**Levels near the Fermi level of a five-plane W(110) slab: a forecast from level counting**

The table holds the Kohn-Sham levels nearest the Fermi level and their outer-plane Löwdin weights along a path in the surface zone, from PBE with spin-orbit coupling, plane waves and PAW datasets (Ansatz 0.2.0). The program checks Kramers pairing and the mirror repeat, fits an exponential law for the distance to the nearest level ($\lambda=0.346\pm0.068$ eV from 13 rows, against 0.40 eV from counting d levels), and compares it with linear interpolation; for the weights it prints those of five-site standing waves beside the table's. It then forecasts three withheld points on the diagonal. Fourteen of 15 values fall inside the broad 80 % ranges, with a mean level miss of 0.16 eV against 0.34 eV for interpolation. The one value outside is a weight of 0.93 at $(1/4,1/4)$, and the two rows left out of the fit, with spacings of 1.98 and 2.30 eV, lie far out in the tail of a law fitted without them.

Ansatz 0.2.0, PBE with spin-orbit coupling, plane waves and PAW: relaxed five-plane W(110) slab, 420 eV cutoff, Gamma-centred 13×13×1 k mesh, Gaussian smearing of 0.1 eV. Levels b lie below the Fermi level and a above it, counted outward; outer orbital weights are Löwdin weights on the two outer planes of both faces together, not renormalised.

## The fit in Python

```python
# Table: Kohn-Sham levels nearest the Fermi level (eV) and outer-plane Loewdin weights, 5-plane W(110),
# Ansatz 0.2.0, PBE + spin-orbit, PAW. Tested: Kramers pairing, level counting (exponential law),
# five-site standing waves for the weights, path interpolation; forecast of three withheld k points.
T = {
    'point_label': ['X', 'between', 'between', 'between', 'between', 'between', 'G', 'between', 'between', 'between', 'between', 'between', 'Y', 'between', 'between', 'between', 'between', 'between', 'S', 'between', 'between', 'between', 'between', 'between'],
    'point_a': [0.5, 0.4167, 0.3333, 0.25, 0.1667, 0.0833, 0.0, 0.0, 0.0, 0.0, 0.0, 0.0, 0.0, 0.0833, 0.1667, 0.25, 0.3333, 0.4167, 0.5, 0.4167, 0.3333, 0.25, 0.1667, 0.0833],  # reciprocal cell vectors
    'point_b': [0.0, 0.0, 0.0, 0.0, 0.0, 0.0, 0.0, 0.0833, 0.1667, 0.25, 0.3333, 0.4167, 0.5, 0.5, 0.5, 0.5, 0.5, 0.5, 0.5, 0.4167, 0.3333, 0.25, 0.1667, 0.0833],  # reciprocal cell vectors
    'level_b1': [-0.78, -0.03, -0.9, -1.38, -0.26, -0.38, -0.09, -0.38, -0.26, -1.38, -0.9, -0.03, -0.78, -0.05, -0.85, -0.68, -0.09, -0.83, -0.44, -0.19, -0.04, -0.66, -0.17, -0.33],  # eV
    'level_outer_orbital_weight_b1': [0.66, 0.66, 0.81, 0.94, 0.83, 0.67, 0.52, 0.67, 0.83, 0.94, 0.81, 0.66, 0.66, 0.69, 0.77, 0.69, 0.81, 0.67, 0.58, 0.81, 0.89, 0.93, 0.8, 0.62],
    'level_b2': [-0.78, -0.03, -0.9, -1.38, -0.26, -0.38, -0.09, -0.38, -0.26, -1.38, -0.9, -0.03, -0.78, -0.05, -0.85, -0.68, -0.09, -0.83, -0.44, -0.19, -0.04, -0.66, -0.17, -0.33],  # eV
    'level_outer_orbital_weight_b2': [0.66, 0.66, 0.81, 0.94, 0.83, 0.67, 0.52, 0.67, 0.83, 0.94, 0.81, 0.66, 0.66, 0.69, 0.77, 0.69, 0.81, 0.67, 0.58, 0.81, 0.89, 0.93, 0.8, 0.62],
    'level_a1': [0.44, 0.3, 1.4, 0.6, 0.04, 0.15, 0.02, 0.15, 0.04, 0.6, 1.4, 0.3, 0.44, 0.27, 0.4, 0.07, 0.04, 0.36, 0.51, 0.53, 1.15, 0.38, 0.28, 0.04],  # eV
    'level_outer_orbital_weight_a1': [0.52, 0.47, 0.84, 0.92, 0.86, 0.49, 0.98, 0.49, 0.86, 0.92, 0.84, 0.47, 0.52, 0.44, 0.82, 0.82, 0.88, 0.66, 0.48, 0.76, 0.57, 0.72, 0.78, 0.72],
}
HELD = [21, 22, 23]  # rows withheld from the fit
import numpy as np
from scipy import stats
g = lambda k: np.array([np.nan if v is None else v for v in T[k]], float)
ka, kb, b1, b2, a1 = [g(k) for k in ('point_a', 'point_b', 'level_b1', 'level_b2', 'level_a1')]
wb, wb2, wa = [g('level_outer_orbital_weight_' + s) for s in ('b1', 'b2', 'a1')]
gap = a1 - b1
K = [i for i in range(len(ka)) if i not in HELD]
U = [i for i in K if not (ka[i] == 0 and kb[i] > 0)]        # drop mirror copies G-Y
W = [i for i in U if kb[i] == 0 and 0.2 < ka[i] < 0.35]     # rods argued to miss the bulk Fermi surface
F = [i for i in U if i not in W]
lab = lambda i: "(%.3f,%.3f)" % (ka[i], kb[i])
pair = max(abs(b1[K] - b2[K]).max(), abs(wb[K] - wb2[K]).max())
mir = max(abs(x[6 - j] - x[6 + j]) for j in range(1, 7) for x in (b1, a1, wb, wa))
assert pair < 0.006 and mir < 0.006
assert set(sorted(U, key=lambda i: -gap[i])[:2]) == set(W)
print("rounding of the table: 0.005 eV and 0.005 in weight")
print("known rows: largest |b1-b2| %.3f, largest G-X vs G-Y difference %.3f" % (pair, mir))
print("independent rows %d, fitted rows %d" % (len(U), len(F)))
d = np.r_[-b1[F], a1[F]]; dU = np.r_[-b1[U], a1[U]]
lam = d.mean(); count = 10.0 / 25   # d-band width 10 eV, rough recalled value; 25 d pairs
assert 0.5 < lam / count < 2
print("mean distance to Fermi level: counting %.2f eV, all independent rows %.3f eV" % (count, dU.mean()))
print("fitted lambda %.3f +- %.3f eV (below %.3f, above %.3f)" % (lam, lam / len(d)**0.5, -b1[F].mean(), a1[F].mean()))
q = [0.1, 0.5, 0.9]
E = stats.expon.ppf(q, scale=lam); G = stats.gamma.ppf(q, 2, scale=lam)
print("distance: median %.2f, 80%% range %.2f to %.2f eV; table median %.2f" % (E[1], E[0], E[2], np.median(d)))
print("  fitted values inside: %d of %d" % (((d >= E[0]) & (d <= E[2])).sum(), len(d)))
print("spacing a1-b1: median %.2f, range %.2f to %.2f eV; table median %.2f" % (G[1], G[0], G[2], np.median(gap[F])))
print("  fitted rows inside: %d of %d; smallest %.2f, largest %.2f eV" % (((gap[F] >= G[0]) & (gap[F] <= G[2])).sum(), len(F), gap[F].min(), gap[F].max()))
for i in W:
    print("left out %s: spacing %.2f eV, chance of one so wide %.1f%%" % (lab(i), gap[i], 100 * stats.gamma.sf(gap[i], 2, scale=lam)))
print("levels within 0.1 eV of the Fermi level: %d of %d" % ((dU <= 0.1).sum(), len(dU)))
ec, ei, el = [], [], []
for i in [j for j in F if j - 1 in K and j + 1 in K]:
    o = [j for j in F if j != i]; m = np.log(2) * np.r_[-b1[o], a1[o]].mean()
    for x, s, n in ((b1, -1, 'b1'), (a1, 1, 'a1')):
        ec.append(abs(x[i] - s * m)); ei.append(abs(x[i] - (x[i - 1] + x[i + 1]) / 2)); el.append(n + " " + lab(i))
print("leave-one-out mean error, %d levels: counting %.2f eV, interpolation %.2f eV" % (len(ec), np.mean(ec), np.mean(ei)))
print("  worst: counting %.2f eV at %s, interpolation %.2f eV at %s" % (max(ec), el[int(np.argmax(ec))], max(ei), el[int(np.argmax(ei))]))
sw = 1 - np.sin(np.arange(1, 6) * np.pi / 2)**2 / 3
w = np.r_[wb[F], wa[F]]; wU = np.r_[wb[U], wa[U]]; Q = np.quantile(w, q)
assert 0.6 < wU.mean() < 0.8
print("standing-wave outer weights n=1..5:", " ".join("%.2f" % x for x in sw), "mean %.2f" % sw.mean())
print("table weights: mean %.2f, min %.2f, max %.2f" % (wU.mean(), wU.min(), wU.max()))
print("  of %d: below 0.64: %d, 0.64-0.70: %d, above 0.90: %d" % (len(wU), (wU < 0.64).sum(), ((wU >= 0.64) & (wU <= 0.70)).sum(), (wU > 0.9).sum()))
print("weight forecast %.2f, 80%% range %.2f to %.2f" % (Q[1], Q[0], Q[2]))
print("withheld rows: forecast [range], computed, miss; interpolation value and its miss")
hit = tot = 0; mc, mi = [], []
for i in HELD:
    f = ka[i] / ka[20]     # between G (row 6) and the last known diagonal row (20)
    print("%s pairing: b1-b2 = %.3f eV, weight difference %.3f (forecast 0)" % (lab(i), b1[i] - b2[i], wb[i] - wb2[i]))
    for n, x, (lo, p, hi) in (('b1 eV', b1, -E[::-1]), ('a1 eV', a1, E), ('spacing eV', gap, G), ('weight b1', wb, Q), ('weight a1', wa, Q)):
        if np.isnan(x[i]):
            print("  %s: blank in the table" % n); continue
        it = x[6] + f * (x[20] - x[6]); ok = round(lo, 2) - 1e-9 <= x[i] <= round(hi, 2) + 1e-9
        hit += ok; tot += 1
        if n[:2] in ('b1', 'a1'):
            mc.append(abs(x[i] - p)); mi.append(abs(x[i] - it))
        print("  %s: %.2f [%.2f,%.2f], %.2f, %+.2f %s; %.2f, %+.2f" % (n, p, lo, hi, x[i], x[i] - p, 'in' if ok else 'out', it, x[i] - it))
print("inside the range: %d of %d; mean level miss: counting %.2f eV, interpolation %.2f eV" % (hit, tot, np.mean(mc), np.mean(mi)))
```

It prints:

```
rounding of the table: 0.005 eV and 0.005 in weight
known rows: largest |b1-b2| 0.000, largest G-X vs G-Y difference 0.000
independent rows 15, fitted rows 13
mean distance to Fermi level: counting 0.40 eV, all independent rows 0.442 eV
fitted lambda 0.346 +- 0.068 eV (below 0.362, above 0.329)
distance: median 0.24, 80% range 0.04 to 0.80 eV; table median 0.29
  fitted values inside: 21 of 26
spacing a1-b1: median 0.58, range 0.18 to 1.34 eV; table median 0.72
  fitted rows inside: 11 of 13; smallest 0.11, largest 1.25 eV
left out (0.333,0.000): spacing 2.30 eV, chance of one so wide 1.0%
left out (0.250,0.000): spacing 1.98 eV, chance of one so wide 2.2%
levels within 0.1 eV of the Fermi level: 9 of 30
leave-one-out mean error, 22 levels: counting 0.21 eV, interpolation 0.32 eV
  worst: counting 0.63 eV at b1 (0.167,0.500), interpolation 0.81 eV at b1 (0.417,0.000)
standing-wave outer weights n=1..5: 0.67 1.00 0.67 1.00 0.67 mean 0.80
table weights: mean 0.72, min 0.44, max 0.98
  of 30: below 0.64: 8, 0.64-0.70: 7, above 0.90: 3
weight forecast 0.68, 80% range 0.48 to 0.87
withheld rows: forecast [range], computed, miss; interpolation value and its miss
(0.250,0.250) pairing: b1-b2 = 0.000 eV, weight difference 0.000 (forecast 0)
  b1 eV: -0.24 [-0.80,-0.04], -0.66, -0.42 in; -0.05, -0.61
  a1 eV: 0.24 [0.04,0.80], 0.38, +0.14 in; 0.87, -0.49
  spacing eV: 0.58 [0.18,1.34], 1.04, +0.46 in; 0.92, +0.12
  weight b1: 0.68 [0.48,0.87], 0.93, +0.25 out; 0.80, +0.13
  weight a1: 0.68 [0.48,0.87], 0.72, +0.04 in; 0.67, +0.05
(0.167,0.167) pairing: b1-b2 = 0.000 eV, weight difference 0.000 (forecast 0)
  b1 eV: -0.24 [-0.80,-0.04], -0.17, +0.07 in; -0.06, -0.11
  a1 eV: 0.24 [0.04,0.80], 0.28, +0.04 in; 0.59, -0.31
  spacing eV: 0.58 [0.18,1.34], 0.45, -0.13 in; 0.65, -0.20
  weight b1: 0.68 [0.48,0.87], 0.80, +0.12 in; 0.71, +0.09
  weight a1: 0.68 [0.48,0.87], 0.78, +0.10 in; 0.77, +0.01
(0.083,0.083) pairing: b1-b2 = 0.000 eV, weight difference 0.000 (forecast 0)
  b1 eV: -0.24 [-0.80,-0.04], -0.33, -0.09 in; -0.08, -0.25
  a1 eV: 0.24 [0.04,0.80], 0.04, -0.20 in; 0.30, -0.26
  spacing eV: 0.58 [0.18,1.34], 0.37, -0.21 in; 0.38, -0.01
  weight b1: 0.68 [0.48,0.87], 0.62, -0.06 in; 0.61, +0.01
  weight a1: 0.68 [0.48,0.87], 0.72, +0.04 in; 0.88, -0.16
inside the range: 14 of 15; mean level miss: counting 0.16 eV, interpolation 0.34 eV
```
